**Powers of Zα in the total energies of the atoms from tin to neodymium**

### Which terms to carry

A total energy for an atom near Z = 55 forces a choice of which corrections to compute. In all eleven atoms the order is the same at the top. The relativistic shift runs to thousands of eV. The full Breit interaction follows, +119 eV in Sn and +223 eV in Nd in the same calculation, then the self-energy, then the Uehling vacuum polarisation (−12 to −27 eV), then the frequency-dependent part of Breit. Wichmann-Kroll and recoil stay below 1 eV and change places between Ce and Pr.

A target of 10 eV needs everything down to Uehling, and electron correlation, which is absent here and amounts to about a hundred eV as a rough recalled size. First ionisation energies are another matter, since most of each term sits in the core and cancels. Breit, QED and recoil together move them by a few meV, or 0.02 eV in La and Ce, while the tabulated values are missed by 0.09 to 0.98 eV without correlation and fine structure.

Neutral atoms from Sn to Nd, computed with B-spline radial code 1 as spherical atoms at the basis-set limit. Dirac-Coulomb Hartree-Fock (nl average, Fermi nucleus) is compared with non-relativistic Hartree-Fock (configuration average, point nucleus). Energies are sums over all electrons, except in the last column, which covers the 1s electrons only.

```csv
species,Z,configuration,E(Dirac) − E(non-rel.) (eV),Breit frequency dependence (eV),self-energy (eV),Wichmann-Kroll (eV),self-energy of the 1s electrons (eV)
Sn,50,[Kr] 4d10 5s2 5p2,-4169.2,-1.167,90.86,0.2446,76.70
Sb,51,[Kr] 4d10 5s2 5p3,-4546.8,-1.297,97.47,0.2760,82.09
Te,52,[Kr] 4d10 5s2 5p4,-4950.9,-1.439,104.4,0.3109,87.75
I,53,[Kr] 4d10 5s2 5p5,-5382.8,-1.592,111.8,0.3494,93.69
Xe,54,[Kr] 4d10 5s2 5p6,-5843.9,-1.759,119.5,0.3920,99.92
Cs,55,[Xe] 6s1,-6335.9,-1.940,127.6,0.4389,106.4
Ba,56,[Xe] 6s2,-6860.2,-2.134,136.1,0.4905,113.3
La,57,[Xe] 5d1 6s2,-7417.4,-2.344,145.1,0.5473,120.5
Ce,58,[Xe] 4f1 5d1 6s2,-8006.3,-2.568,154.4,0.6095,128.0
Pr,59,[Xe] 4f3 6s2,-8628.4,-2.808,164.3,0.6776,135.8
Nd,60,[Xe] 4f4 6s2,-9291.0,-3.066,174.6,0.7523,144.0
```

Z is the nuclear charge and α the fine-structure constant. E(Dirac) − E(non-rel.), called the shift below, is the difference of two Hartree-Fock totals, without Breit or QED. Exponents p are taken from the end rows, p = ln(y_Nd/y_Sn)/ln(60/50).

### The relativistic shift

A 1s electron moves at v/c ≈ Zα, which is 0.365 in Sn and 0.438 in Nd. Its binding is of order mc²(Zα)², and relativity corrects this by a further (v/c)². For two 1s electrons at a bare point nucleus, with x = Zα,

ΔE(1s²) = 2mc²[√(1 − x²) − 1 + x²/2] = −mc²(x⁴/4 + x⁶/8 + …).

For Sn, with mc² = 511.0 keV, this gives about −2429 eV, 58 % of the tabulated −4169.2 eV. Nothing is fitted here.

The table has p = 4.40. The higher terms of the series all have the same sign and lift the bare 1s pair from 4 to 4.18. The remainder comes from the other shells, since the ratio of the shift to the bare 1s pair rises in every step, from 1.717 to 1.784. An electron that sees a charge Z − σ contributes as (Z − σ)⁴, whose exponent in Z is 4Z/(Z − σ): a fixed screening σ matters less as Z grows, so screened shells gain on the K shell. Summing hydrogenic Dirac-minus-Schrödinger energies over all occupied shells with Slater's screening constants, again without fitting, gives p = 4.40. The tabulated shift is 6 % larger in magnitude than this sum in every row. The likely reason is that s and p electrons collect their correction near the nucleus, where they are screened less than Slater's average says. With no screening at all the sum overshoots, and the table is only 72 to 73 % of it.

### The self-energy grows more slowly

Emission and reabsorption of a photon smears the electron's position and weakens its binding where the field is strongest. For one 1s electron the shift is (α/π)x⁴mc²·F. Read from the last column, F falls from 1.82 to 1.65, which turns the power 4 into 3.45. Theory traces the fall to a logarithm, (4/3)ln x⁻², of the ratio of rest energy to binding energy, a window that closes as Z rises. Alone it would give dF/dlnZ = −2.67 against −0.95 found, so higher orders in x are far from negligible. The K- and L-shell values are fixed to hydrogenic ones in the calculation, so this trend is an input and no test of the theory.

The 1s share slips from 84 to 82 % because the remainder grows with p ≈ 4.2. The weakening of screening met above is only part of the reason: in the prescribed hydrogenic values F already falls more slowly for 2s than for 1s, and it rises with Z for 2p, which has no leading logarithm. Valence filling plays no part in Te, where 2s gives 11.1 eV and 5s with 5p 0.055 eV. After 2p is also removed, about 3.5 eV remains for n > 2 in Te. Its stated error of 10 to 30 % is 0.3 to 1 eV, as large as the Wichmann-Kroll term or larger.

### The two steep terms

The static Breit interaction is a Coulomb repulsion (∝ Z) times two velocities (∝ Zα each), hence α²Z³; the calculation gives p = 3.46. Frequency dependence enters only in exchange between orbitals of different energy, so the 1s pair alone contributes nothing. The photon carries ω ∝ Z² across r ∝ 1/Z, and the correction (ωr/c)² is another x². The numbers bear this out: the column divided by the static Breit energy and by x² drifts only from −0.0728 to −0.0708, while the column itself grows by a factor of 2.63 (p = 5.30).

Wichmann-Kroll couples the virtual electron-positron loop to the nucleus three times, Uehling once. At leading order the Uehling coefficient −4/15 is replaced by +(19/45 − π²/27)x², which gives the opposite sign and Z⁶. The table has p = 6.16, but the size is off. The all-electron value is only 77 to 79 % of the leading term for 1s² alone, whereas all-electron Uehling exceeds the 1s² leading term by 6 to 14 %. Both ratios include the outer shells. In Te the 1s pair holds 87 % of the vacuum polarisation, so like for like Uehling falls some 7 % short of its leading term and Wichmann-Kroll, if shared alike, about a third. The leading terms treat both potentials as contact terms. The Wichmann-Kroll potential has a long tail, and the radial maximum of 1s lies here under three reduced Compton wavelengths from the nucleus, which argues for an early failure. Both potentials are prescribed in the calculation.

### The uneven steps after barium

The second differences of the shift fall by 1.3 to 1.7 eV per element down to −32.3 eV at Cs, then read −32.9 (Ba), −31.7 (La), −33.2 (Ce) and −40.5 eV (Pr). Rounding allows 0.2 eV. The last step, −662.6 eV, looks too large, but the steps before it are too small. The 4f count rises by 1, 2 and 1 from La to Nd, so a penalty per 4f electron weighs twice on Ce → Pr and once on Pr → Nd.

A least-squares fit to all eleven rows, with the bare 1s² shift times a polynomial in Z plus terms linear in the 4f and 5d counts, gives +4.0 eV per 4f electron with a quadratic and +3.3 eV with a cubic. The largest residual drops from 2.5 to 0.8 eV (Pr) and from 2.0 to 0.2 eV (Xe), still above the 0.05 eV of rounding, with five or six constants. The sign holds in both fits; the size depends on the baseline.

Standard physics offers one effect that can be told from two sides. Relativity contracts s and p shells, which then screen the 4f orbital better and raise its energy. Seen from the other side, a 4f electron lies deep, at a mean radius of 0.98 bohr in non-relativistic Ce against 1.60 for 5s and 4.87 for 6s, so it screens penetrating shells better than a valence electron does and cuts their relativistic gain. To first order both describe the same coupling between the 4f electron and the s and p shells, so they must not be added. The screening leaves a trace in the non-relativistic atoms: their first-order Darwin energy, proportional to Z times the density at the nucleus, drops by about 1 part in 10⁴ per 4f electron in a like fit on a Z⁴ baseline. The shift loses 4 to 5 parts in 10⁴, but the two fractions can't be subtracted, because the Darwin term is only one part of the relativistic correction and opposes a larger mass-velocity term. That 4f destabilisation causes the uneven steps is an inference; no computed quantity isolates it. Nuclear size is too small a cause: it contributes roughly 5 eV in Te, and the 0.020 fm scatter of the radii about a straight line moves that by some 0.04 eV.

The fitted 5d term fails. The fit gives −0.17 or +0.11 eV, no definite sign. Yet ionising Ce to 4f5d² removes two 6s electrons and adds a 5d, and its relativistic change of 1.099 eV, less 0.146 (Ba) and 0.197 eV (Pr) for the 6s electrons, leaves a crude 0.76 eV against 5d. The table shows the same locally: Ba → La adds a 5d electron where Cs → Ba adds a 6s, and the second difference at Ba lies 0.7 to 1.1 eV above the continued trend, in line with 0.76 plus 0.146 eV. The 5d penalty is therefore probably real, and the fit likely loses it because it forces one penalty on every 4f electron in every atom. All rows are configuration averages, so term and level energies don't enter. If the element after Nd adds one more 4f electron, the second difference centred on Nd should lie near that at Pr or below it in magnitude, back on the smooth trend.
